The row at 250 eV looks wrong. Its energy is still 0.8 eV per atom too high, yet its pressure is off by only about half a GPa, and on the opposite side from the row above. All errors here are relative to a calculation at 600 eV with the same atoms. From the first row to the last the number of plane waves merely triples, while the energy error shrinks about four thousandfold. The energy counts everything that is badly described in an atom, whereas forces and pressure count only what changes when atoms move or the cell expands.

Ansatz 0.2.0, PBE with soft PAW potentials (soft_2), no spin polarization; distorted six-atom Ti5Si cell, 8×8×8 k mesh, Gaussian smearing of 0.1 eV. The reference is a 600 eV wave cutoff with the same atoms and cell; energies are taken at zero smearing. Pressure is positive in compression and corrected for the finite cutoff; the force change is the largest over atoms and axes. The rows are a selection: runs that failed or met a known fault of the program, and some with graver warnings, are left out.

```
wave cutoff  energy less reference (meV per atom)  pressure less reference (GPa)  largest force change (eV/Å)  pressure (GPa)
     200 eV                                4580.4                          7.993                        0.841           9.553
     250 eV                                 818.3                         -0.563                        0.222           0.997
     300 eV                                 109.2                         -0.208                        0.036           1.352
     350 eV                                   8.3                          0.021                        0.002           1.581
     420 eV                                   1.1                          0.013                        0.001           1.573
```

**200 eV.** The wave cutoff sets the finest detail that the electron waves can draw, and here the shortest wave is 0.87 Å long. The cell's 64 electrons fit a count in which 40 belong to the 3s and 3p shells of titanium. These shells are compact and need short waves, so they are the likely main source of the huge energy error, though the results don't split it by shell. The forces suffer too: the largest change is more than half of the largest force component in the reference.

The pressure of this row is about 8 GPa too high, and its history matters. If the cell expands with a fixed number of waves, every wave is stretched, the cutoff drops and the energy rises, so the raw pressure comes out too low. The shortfall is (2/3) × (cutoff/volume) × (energy gained per eV of cutoff). Between the first two rows the energy falls by 3.8 eV per atom over 50 eV. At the midpoint this gives (2/3) × (225 eV / 16.4 Å³) × 0.075 ≈ 0.7 eV/Å³, or roughly 100 GPa. The listed pressures are already corrected for this effect. The 8 GPa that remain may come from an energy error that really changes with volume, or from an imperfect correction. Only runs at a second volume could tell the two apart.

**250 eV.** A larger cutoff keeps the old waves and adds new ones, so theory expects the energy to fall towards its limit, as it does in every row. Forces and pressure are slopes of the energy, and a slope may err in either direction. The largest force component in the reference shows this as well: it is 0.84 eV/Å too small at 200 eV and 0.22 eV/Å too large at 250 eV. The modest pressure error of this row thus follows a change of sign and is a poor measure of how good the basis is.

**300 eV.** The simplest model says that each atom carries a fixed energy error wherever it sits, because plane waves fill space evenly and describe an atom equally badly in any place. Forces would then be exact. In fact the largest force change is 0.036 eV/Å, so moving that atom by 0.1 Å would alter the energy error by about 0.036 × 0.1 eV, or 4 meV. The energy error of the whole six-atom cell is 6 × 109 meV, or about 655 meV. For so small a move, more than 99 % of it stays put. Even against the 109 meV of an average atom the change is only about 3 %, so the model does well here.

The same holds for volume: judged by the corrected pressure, expanding the cell by 1 % at the same cutoff would change the energy error by only 0.2 meV per atom. The model fails in the part that depends on the neighbours, which is all that forces and pressure feel. They show that this part changes little over a small step, not how large it is in total. The pressure here is still 13 % below its reference value of 1.56 GPa, and part of that gap may again come from the correction. Both pressures belong to a deliberately distorted cell, not to the relaxed compound.

**350 eV.** This step brings the steepest relative fall: the energy error shrinks thirteenfold. A smooth function contains very little detail finer than its own narrowest feature, so once the waves reach that scale the error collapses. The energy is now within about 8 meV per atom, the pressure within about 0.02 GPa and the forces within 0.002 eV/Å. Even so, this row and those above it lie below the cutoff recommended for the soft potentials used here.

**420 eV.** The energy error keeps falling, but only about fourfold per 50 eV. A weak tail of short waves, left where the PAW functions are joined to the smooth outer part, could cause the slowing. The treatment of the electron density may also play a part. Its grid is the same here as at 350 eV, 36×36×36 points, but its cutoff rises from 1400 to 1680 eV. Only the 600 eV reference has a finer grid, which could leave a small offset in both errors and weigh more in the smaller one. These runs can't tell the effects apart. Forces and pressure hardly move any more, and their last changes are too small to explain.

In practice, a cutoff should be judged by the quantity that is wanted, and a pressure that happens to be close at one cutoff should be checked at the next. Energy differences between phases remain open. If the 109 meV per atom at 300 eV comes mainly from the compact inner shells, much of it should cancel between two structures with the same atoms at the same cutoff, but only a second structure could show how much.
